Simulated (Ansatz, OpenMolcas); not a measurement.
# Computed against measured: atomisation enthalpy at 298 K

6 molecules with nitrogen; the atomisation enthalpy at 298 K in kJ/mol, computed less measured. Shapes, held fixed at every level: PBE0-D4/def2-TZVP. Flexible molecules stand in one conformer, not always the lowest. Thermal terms are harmonic and unscaled (PBE0-D4/def2-TZVP); the spin-orbit lowering of the free atoms is taken from their spectra. Programs: Ansatz 0.2.0, OpenMolcas 26.06. Measured values: Active Thermochemical Tables, CRC Handbook of Chemistry and Physics, NIST-JANAF tables.

Levels: A = HF/def2-SVP; B = B3LYP/6-31G* (spherical functions); C = PBE0-D4/def2-TZVPP.

| molecule | from tabulated heats | A | B | C |
| --- | --- | --- | --- | --- |
| HNO3 (peroxynitrous acid) | 1451 | -1059 | -20 | +3 |
| C2F3N (cyanotrifluoromethane) | 2640 | -962 | +6 | +23 |
| C2H3N (acetonitrile) | 2486 | -741 | -12 | +10 |
| CH3NO (formamide) | 2286 | -788 | -26 | +7 |
| N2H4 (hydrazine) | 1721 | -726 | -33 | -4 |
| CH6N2 (methylhydrazine) | 2875 | -996 | -22 | +7 |

Task: Sum up the errors.

Result: 
```csv
level,kind,mean error,mean absolute error,worst case
HF/def2-SVP,Hartree–Fock,-878.7,878.7,HNO3
B3LYP/6-31G* (spherical functions),global hybrid,-17.8,19.8,N2H4
PBE0-D4/def2-TZVPP,global hybrid,+7.7,9.0,C2F3N
```

On this set PBE0-D4/def2-TZVPP has the smallest mean absolute error and HF/def2-SVP the largest. HF/def2-SVP is too low in 6 of 6; B3LYP/6-31G* (spherical functions) is too low in 5 of 6; PBE0-D4/def2-TZVPP is too high in 5 of 6. The heats of C2F3N come from older tables and can be uncertain by 10 kJ/mol or more. Heats of the atoms come from ATcT where it has them. The levels differ in basis as well as in method. Hartree–Fock lacks correlation and underbinds. The set is small.

The Hartree–Fock error doesn't simply follow the total binding: peroxynitrous acid has the smallest atomisation enthalpy of the set, 1451 kJ/mol, yet the largest deficit, -1059 kJ/mol. Atomisation turns paired bonding electrons into high-spin atoms, so much of the pair correlation is lost. The effect is especially severe for adjacent, lone-pair-rich N and O atoms, whose weak O–O and N–O bonds owe much of their strength to correlation, including a probable near-degeneracy part. Going from hydrazine to methylhydrazine deepens the deficit in the more ordinary way, by adding bonds.

Both hybrids recover most of this missing binding, and peroxynitrous acid is no longer an outlier. They also share a pattern: hydrazine has the most negative error and the two nitriles the most positive, which suggests a bond-type dependence, though the cyanotrifluoromethane value can't carry that argument. These errors shouldn't be transferred directly to reaction energies, where much of the error may cancel if bond types are conserved.
